**Third ionisation energies of the 4d row: shell-structure fit and spin-resolved correlation**

The table holds the ionisation energies dⁿ → dⁿ⁻¹ of Zr2+ to Cd2+ from PySCF at the unrestricted HF, MP2 and SCS-MP2 levels (4s and 4p frozen, aug-cc-pVTZ-PP, scalar-relativistic 28-electron core potential, no spin-orbit coupling), beside tabulated values. The program fits a Racah-type model, a line plus a half-shell step plus an F-term correction, to all nine rows of each column and compares it with a line, a parabola and a line with step. The full model leaves rms residuals of about 0.05 to 0.06 eV, against 0.7 to 1.1 eV for the smooth forms. Solving the MP2 and SCS-MP2 columns for the opposite-spin and same-spin parts shows about 1.25 eV of opposite-spin correlation setting in at Ru2+, which softens the HF drop of 2.38 eV. The output also lists errors relative to the tabulated values, first-order spin-orbit coefficients, and CCSD(T) and PBE0 comparisons for some of the ions.

Third ionisation energies of the 4d ions Zr2+ to Cd2+, computed with PySCF 2.14.0 as differences of total energies, with one real unrestricted determinant at highest spin for each ion. The basis is aug-cc-pVTZ-PP, with a scalar-relativistic core potential replacing 28 electrons. "Valence" means that only the 4d electrons are correlated, with 4s and 4p frozen.

## Numerical check

```python
# Table: ionisation energies (eV) of 4d M2+ ions, d^n -> d^(n-1); PySCF, UHF / MP2 / SCS-MP2 (4s4p frozen),
# aug-cc-pVTZ-PP with ECP28, no spin-orbit coupling; tabulated reference values.
# Tested: Racah model IE = a + s*n - P*[n>=6] + B*h(n), and pair counting of the correlation part.
T = {
    'species': ['Zr2+', 'Nb2+', 'Mo2+', 'Tc2+', 'Ru2+', 'Rh2+', 'Pd2+', 'Ag2+', 'Cd2+'],
    'Z': [40, 41, 42, 43, 44, 45, 46, 47, 48],
    'N': [38, 39, 40, 41, 42, 43, 44, 45, 46],
    'config': ['[Kr] 4d2', '[Kr] 4d3', '[Kr] 4d4', '[Kr] 4d5', '[Kr] 4d6', '[Kr] 4d7', '[Kr] 4d8', '[Kr] 4d9', '[Kr] 4d10'],
    'final': ['[Kr] 4d1', '[Kr] 4d2', '[Kr] 4d3', '[Kr] 4d4', '[Kr] 4d5', '[Kr] 4d6', '[Kr] 4d7', '[Kr] 4d8', '[Kr] 4d9'],
    'hf': [22.4, 24.23, 26.06, 28.82, 26.44, 29.3, 31.05, 32.89, 35.89],  # eV
    'mp2_valence': [22.5, 24.54, 26.6, 29.47, 27.7, 30.65, 32.71, 34.84, 37.92],  # eV
    'scs_mp2_valence': [22.43, 24.33, 26.24, 29.04, 27.94, 30.82, 32.73, 34.7, 37.7],  # eV
    'ref': [23.17, 25.04, 27.13, 29.55, 28.47, 31.06, 32.93, 34.8, 37.468],  # eV
    'kind': ['semi-empirical', 'semi-empirical', 'semi-empirical', 'semi-empirical', 'semi-empirical', 'semi-empirical', 'semi-empirical', 'semi-empirical', 'measured'],
}
import numpy as np
sp = T['species']
n = np.array(T['N']) - 36
M = {'HF': 'hf', 'MP2': 'mp2_valence', 'SCS': 'scs_mp2_valence', 'tab': 'ref'}
Y = {k: np.array(T[v], float) for k, v in M.items()}
one = np.ones(len(n)); step = (n >= 6) * 1.0
h = np.array([0, 4.5, 0, -4.5, 0])[(n - 1) % 5]
def fit(cols, y):
    A = np.array(cols, float).T
    p = np.linalg.lstsq(A, y, rcond=None)[0]
    return p, y - A @ p
rms = lambda r: float(np.sqrt(np.mean(r ** 2)))
print('All energies in eV; rounding 0.005 per value, 0.01 per difference (tabulated Ag2+ 0.05)')
print('Steps to next ion: ' + ' '.join(f'{sp[i][:2]}>{sp[i+1][:2]}' for i in range(len(n) - 1)) + ' | Zr to Cd')
for k, y in Y.items():
    print(f'  {k:16s} ' + ' '.join(f'{d:+5.2f}' for d in np.diff(y)) + f' | {y[-1]-y[0]:+.2f}')
print('Fits: rms line, quadratic, line+step, full | slope s, step P, B, C=P/7-2.5B, C/B, worst row')
par, res = {}, {}
for k, y in Y.items():
    p, r = fit([one, n, -step, h], y); par[k], res[k] = p, r
    C = p[2] / 7 - 2.5 * p[3]; w = int(np.argmax(abs(r)))
    q = [rms(fit(c, y)[1]) for c in ([one, n], [one, n, n ** 2], [one, n, -step])]
    print(f'  {k:3s} {q[0]:.2f} {q[1]:.2f} {q[2]:.2f} {rms(r):.3f} | {p[1]:.2f} {p[2]:.2f} {p[3]:.3f} {C:.2f} {C/p[3]:.1f} {sp[w]} {r[w]:+.2f}')
B = par['HF'][3]
sh = []
for m in (2, 3, 7, 8):
    p, r = fit([one, n, -step, h, (n == m + 1) * 1.0 - (n == m) * 1.0], Y['HF'])
    sh.append(f'd{m} {p[4]:+.2f}')
print(f'HF: fitted upward shift of one F-term ion: {", ".join(sh)}; compare 3B = {3*B:.2f}, 9B = {9*B:.2f}')
L = {1: 2, 2: 3, 3: 3, 4: 2, 5: 0, 6: 2, 7: 3, 8: 3, 9: 2, 10: 0}
so = lambda m: -(L[m] + 1) / 2 if m < 5 else -L[m] / 2
print('Row: h, fit residual HF, tab | method minus tab: HF, MP2, SCS | first-order spin-orbit shift of IE / zeta')
E = {k: Y[k] - Y['tab'] for k in ('HF', 'MP2', 'SCS')}
for i, s in enumerate(sp):
    c = so(int(n[i]) - 1) - so(int(n[i])) + 0.0
    print(f"  {s} d{n[i]:<2d} {h[i]:+.1f} {res['HF'][i]:+.2f} {res['tab'][i]:+.2f} | {E['HF'][i]:+.2f} {E['MP2'][i]:+.2f} {E['SCS'][i]:+.2f} | {c:+.1f}")
print('Mean error d2-d5 / d6-d10 / mean abs: ' + '; '.join(
    f'{k} {e[n<=5].mean():+.2f} / {e[n>=6].mean():+.2f} / {abs(e).mean():.2f}' for k, e in E.items()))
d = Y['MP2'] - Y['HF']; e = Y['SCS'] - Y['HF']
OS = (e - d / 3) / (1.2 - 1 / 3); SS = d - OS
nss = (n - 1) % 5; nos = 5 * (n >= 6)
print('Correlation in IE (uncertain to 0.02): MP2-HF, SCS-HF, opposite-spin, same-spin | partners OS, SS | per partner')
for i, s in enumerate(sp):
    a = f'{OS[i]/nos[i]:.2f}' if nos[i] else '  - '
    b = f'{SS[i]/nss[i]:.2f}' if nss[i] else '  - '
    print(f'  {s} {d[i]:.2f} {e[i]:.2f} {OS[i]:+.2f} {SS[i]:+.2f} | {nos[i]} {nss[i]} | {a} {b}')
p, r = fit([nos, nss], d); w = int(np.argmax(abs(r)))
print(f'Pair fit of MP2-HF: {p[0]:.3f} per OS, {p[1]:.3f} per SS partner, rms {rms(r):.2f}, worst {sp[w]} {r[w]:+.2f}')
i, j = sp.index('Tc2+'), sp.index('Ru2+')
print(f'Tc>Ru drop softened vs HF: MP2 {d[j]-d[i]:.2f} (OS {OS[j]-OS[i]:+.2f}, SS {SS[j]-SS[i]:+.2f}), SCS {e[j]-e[i]:.2f}; spin-orbit would add 2.5 zeta')
# further outputs of the same runs, typed in
cc = {'Nb2+': 24.60863, 'Tc2+': 29.51741, 'Ag2+': 34.65365, 'Cd2+': 37.66338}
pb = {'Zr2+': 23.31995, 'Mo2+': 27.24381, 'Ru2+': 28.30061, 'Rh2+': 30.95471, 'Pd2+': 32.86354}
print('CCSD(T) minus tab: ' + ', '.join(f"{s} {v-Y['tab'][sp.index(s)]:+.2f}" for s, v in cc.items()))
print('MP2 minus CCSD(T): ' + ', '.join(f"{s} {Y['MP2'][sp.index(s)]-v:+.2f}" for s, v in cc.items()))
print('PBE0 minus tab: ' + ', '.join(f"{s} {v-Y['tab'][sp.index(s)]:+.2f}" for s, v in pb.items()))
print('PBE0 minus HF: ' + ', '.join(f"{s} {v-Y['HF'][sp.index(s)]:+.2f}" for s, v in pb.items()))
assert all(list(np.where(np.diff(y) < 0)[0]) == [i] for y in Y.values())
assert 0.05 < B < 0.2 and abs(res['HF']).max() < 1.5 * B
assert abs(OS[n <= 5]).max() < 0.03 and OS[n >= 6].min() > 1.0
assert (E['HF'] < 0).all() and E['HF'][n >= 6].max() < E['HF'][n <= 5].min()
```

It prints:

```
All energies in eV; rounding 0.005 per value, 0.01 per difference (tabulated Ag2+ 0.05)
Steps to next ion: Zr>Nb Nb>Mo Mo>Tc Tc>Ru Ru>Rh Rh>Pd Pd>Ag Ag>Cd | Zr to Cd
  HF               +1.83 +1.83 +2.76 -2.38 +2.86 +1.75 +1.84 +3.00 | +13.49
  MP2              +2.04 +2.06 +2.87 -1.77 +2.95 +2.06 +2.13 +3.08 | +15.42
  SCS              +1.90 +1.91 +2.80 -1.10 +2.88 +1.91 +1.97 +3.00 | +15.27
  tab              +1.87 +2.09 +2.42 -1.08 +2.59 +1.87 +1.87 +2.67 | +14.30
Fits: rms line, quadratic, line+step, full | slope s, step P, B, C=P/7-2.5B, C/B, worst row
  HF  1.08 1.02 0.31 0.049 | 2.34 4.81 0.118 0.39 3.3 Cd2+ +0.09
  MP2 0.99 0.92 0.27 0.057 | 2.53 4.40 0.102 0.37 3.7 Tc2+ -0.10
  SCS 0.80 0.74 0.29 0.052 | 2.42 3.61 0.110 0.24 2.2 Tc2+ -0.09
  tab 0.76 0.73 0.19 0.052 | 2.24 3.36 0.070 0.30 4.3 Mo2+ +0.10
HF: fitted upward shift of one F-term ion: d2 +0.01, d3 +0.01, d7 -0.04, d8 +0.02; compare 3B = 0.35, 9B = 1.06
Row: h, fit residual HF, tab | method minus tab: HF, MP2, SCS | first-order spin-orbit shift of IE / zeta
  Zr2+ d2  +4.5 +0.01 -0.01 | -0.77 -0.67 -0.74 | +0.5
  Nb2+ d3  +0.0 +0.02 -0.06 | -0.81 -0.50 -0.71 | +0.0
  Mo2+ d4  -4.5 +0.04 +0.10 | -1.07 -0.53 -0.89 | -0.5
  Tc2+ d5  +0.0 -0.07 -0.03 | -0.73 -0.08 -0.51 | -1.5
  Ru2+ d6  +0.0 +0.01 +0.01 | -2.03 -0.77 -0.53 | +1.0
  Rh2+ d7  +4.5 -0.00 +0.04 | -1.76 -0.41 -0.24 | +0.5
  Pd2+ d8  +0.0 -0.06 -0.02 | -1.88 -0.22 -0.20 | +0.0
  Ag2+ d9  -4.5 -0.04 -0.07 | -1.91 +0.04 -0.10 | -0.5
  Cd2+ d10 +0.0 +0.09 +0.04 | -1.58 +0.45 +0.23 | -1.0
Mean error d2-d5 / d6-d10 / mean abs: HF -0.85 / -1.83 / 1.39; MP2 -0.45 / -0.18 / 0.41; SCS -0.71 / -0.17 / 0.46
Correlation in IE (uncertain to 0.02): MP2-HF, SCS-HF, opposite-spin, same-spin | partners OS, SS | per partner
  Zr2+ 0.10 0.03 -0.00 +0.10 | 0 1 |   -  0.10
  Nb2+ 0.31 0.10 -0.00 +0.31 | 0 2 |   -  0.16
  Mo2+ 0.54 0.18 -0.00 +0.54 | 0 3 |   -  0.18
  Tc2+ 0.65 0.22 +0.00 +0.65 | 0 4 |   -  0.16
  Ru2+ 1.26 1.50 +1.25 +0.01 | 5 0 | 0.25   - 
  Rh2+ 1.35 1.52 +1.23 +0.12 | 5 1 | 0.25 0.12
  Pd2+ 1.66 1.68 +1.30 +0.36 | 5 2 | 0.26 0.18
  Ag2+ 1.95 1.81 +1.34 +0.61 | 5 3 | 0.27 0.20
  Cd2+ 2.03 1.81 +1.31 +0.72 | 5 4 | 0.26 0.18
Pair fit of MP2-HF: 0.259 per OS, 0.177 per SS partner, rms 0.07, worst Ag2+ +0.12
Tc>Ru drop softened vs HF: MP2 0.61 (OS +1.24, SS -0.63), SCS 1.28; spin-orbit would add 2.5 zeta
CCSD(T) minus tab: Nb2+ -0.43, Tc2+ -0.03, Ag2+ -0.15, Cd2+ +0.20
MP2 minus CCSD(T): Nb2+ -0.07, Tc2+ -0.05, Ag2+ +0.19, Cd2+ +0.26
PBE0 minus tab: Zr2+ +0.15, Mo2+ +0.11, Ru2+ -0.17, Rh2+ -0.11, Pd2+ -0.07
PBE0 minus HF: Zr2+ +0.92, Mo2+ +1.18, Ru2+ +1.86, Rh2+ +1.65, Pd2+ +1.81
```
